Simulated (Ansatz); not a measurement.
# A series in volume scale on HfC

All results are calculated (Ansatz 0.2.0). Periodic Kohn-Sham DFT of a crystal at fixed atoms, scaled to volume_scale times the given cell; pressure positive in compression, energy less spherical unpolarised free atoms, largest_vzz the field gradient of largest size among the nuclei.

The cell before it is scaled or strained (space group Fm-3m, No. 225):
```
HfC
1.0
      0.0000     2.3171     2.3171
      2.3171     0.0000     2.3171
      2.3171     2.3171     0.0000
Hf C
1 1
Direct
  0.00000 0.00000 0.00000
  0.50000 0.50000 0.50000
```

Settings of every row: method frozen-core PAW; functional LDA; relativity scalar; k mesh 14x14x14; filling fermi-dirac; smearing width 0.05 eV; wave cutoff 420 eV; paw set soft_2.

Atom start moment: 0 on all atoms.

Limits: PAW files made with PBE; no spin-orbit coupling on heavy atoms.

```csv
row,volume scale,V (Å³/atom),pressure (GPa)
1,0.9405,11.7,5.775
2,0.98,12.192,?
3,1,12.441,-9.705
4,1.02,12.689,-13.929
5,1.06,13.187,-21.177
```

Question: what pressure should row 2 give?

Worked fit of pressure. Take u = (V_r/V)^(2/3) − 1 with V_r = 12.565 Å³ an atom, which is twice the finite (Eulerian) strain; such expansions in the strain, on which the Birch-Murnaghan equation of state is built, carry the rest volume and the bulk modulus. The shown rows have u = 0.0487, 0.00663, -0.00653, -0.0317. Least squares give pressure = −11.8699 + 320.7 × u + 854.66 × u² GPa; a straight line predicts inner rows, each left out in turn, worse (root mean square 0.87 against 0.0026 GPa). The rows lie off it by 0.000, 0.001, -0.001, 0.000. The pressure vanishes at u = 0.0339, or V = 11.95 Å³ an atom, and there the bulk modulus at fixed shape and fractions is B = −V dP/dV = (2/3)(1 + u) dP/du = 261 GPa. The withheld row has u = 0.02029, so the fit gives −11.8699 + 320.7 × (0.02029) + 854.66 × (0.02029)² = -5.011 GPa.

The calculation gave -5.02 GPa. The fit lies 0.009 GPa (0.033 % of the column's range) above it; its largest miss of a shown row is 0.001 GPa.
